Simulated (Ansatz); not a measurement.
Spin spirals in GdRh — Ansatz, plane waves and PAW

Space group Pm-3m (No. 221), 2 atoms in the cell of the first input below: a = 3.435 Å, b = 3.435 Å, c = 3.435 Å, α = 90.00°, β = 90.00°, γ = 90.00°.

The cell was built from a prototype of a structure type listed for this compound, at its measured volume, taken without relaxation (pressure -5.7 GPa with this functional, without spin–orbit coupling). Functional: LDA+U (Gd 4 eV).

Each state is solved self-consistently from atoms in the crystal's own cell, by the generalised Bloch theorem and without spin–orbit coupling. One of the inputs (q = (0.000, 0.500, 0.000)); the others differ in the wave vector alone:

```yaml
crystal:
  lattice:
    - [3.4350017551, 0.0, 0.0]
    - [0.0, 3.4350017551, 0.0]
    - [0.0, 0.0, 3.4350017551]
  atoms:
    - { symbol: Gd, position: [0.0, 0.0, 0.0], spin: 7.77, spin_axis: [1.0, 0.0, 0.0] }
    - { symbol: Rh, position: [0.5, 0.5, 0.5] }
basis:
  ecutwfc: 420
  ecutrho_ratio: 4
kpoints:
  mp_grid: { grid: [8, 8, 8] }
hamiltonian:
  xc: lda
  hubbard: { sites: [{ species: Gd, l: f, u_eff: 4.0 }] }
scf:
  occupations: { method: gaussian, width: 0.05 }
  lower_state_search: "off"
output:
  forces: true
  stress: false
  eigenvalues: true
  populations: true
  hubbard: { sites: [{ species: Gd, l: f }] }
magnetization:
  noncollinear: true
  spin_orbit: false
  spin_spiral: { q: [0.0, 0.5, 0.0] }
```

```bash
ansatz run input.yaml --threads 4 --pin off --max-ram 9216MiB --backend cpu --events-out ev --progress --plain --runs-dir out
```

Time: 94 s on 4 threads of Intel(R) Xeon(R) 6975P-C (Granite Rapids) (shared host), peak memory 3 GiB.

Q: Rank these by energy, lowest first (extrapolated to zero smearing, counted from the spiral at q = 0, meV per cell).
A. q = (0.250, 0.250, 0.250)
B. q = (0.500, 0.500, 0.000)
C. q = (0.000, 0.250, 0.000)
D. q = (0.000, 0.000, 0.000)
E. q = (0.250, 0.250, 0.000)
F. q = (0.000, 0.500, 0.000)
G. q = (0.000, 0.375, 0.000)
H. q = (0.500, 0.500, 0.500)
I. q = (0.000, 0.125, 0.000)

A: I (-22.13), G (-21.79), D (0.00), C (3.32), F (4.46), B (4.51), E (4.77), A (5.13), H (7.63).

```csv
order,meV per cell,"largest spin moment, Gaussian weights (μB)"
"q = (0.000, 0.000, 0.000)",0.00,6.77
"q = (0.000, 0.500, 0.000)",4.46,6.74
"q = (0.500, 0.500, 0.000)",4.51,6.73
"q = (0.500, 0.500, 0.500)",7.63,6.73
"q = (0.000, 0.250, 0.000)",3.32,6.75
"q = (0.250, 0.250, 0.000)",4.77,6.74
"q = (0.250, 0.250, 0.250)",5.13,6.74
"q = (0.000, 0.125, 0.000)",-22.13,6.75
"q = (0.000, 0.375, 0.000)",-21.79,6.75
```

The spin moment changes by 1 % over these states. Differences under a few meV may lie within the mesh error, so those places of the ranking aren't settled.

Caveats: each run may end in a state that is not the lowest; filled bands differ between k-points; only the orders listed are compared, and the order found in nature may be another, or none; the ferromagnetic state is metallic at this level, and the k-mesh was not tested.

The two spirals at -22.13 and -21.79 meV probably don't reveal a real spiral ground state. They break an otherwise smooth rise along the same line, where q = (0.000, 0.250, 0.000), lying between them, is at 3.32 meV. If the spinor components are sampled at k ± q/2, these are the only two wave vectors that displace the points by half a mesh step; all the others map the mesh onto itself. The drop would then reflect a different sampling of the Fermi surface rather than exchange.

Among the remaining seven states the ferromagnet is lowest, in line with the ferromagnetism known for GdRh, though the small spacings make this only an indication. The nearly constant moment is expected for a half-filled, localised Gd 4f shell: rotating the moments costs little intra-atomic exchange, and the energy differences come mainly from indirect coupling through the Gd 5d and Rh 4d conduction states. Repeating the ferromagnetic state on a mesh displaced by half a step would test whether the apparent spiral stabilisation survives.
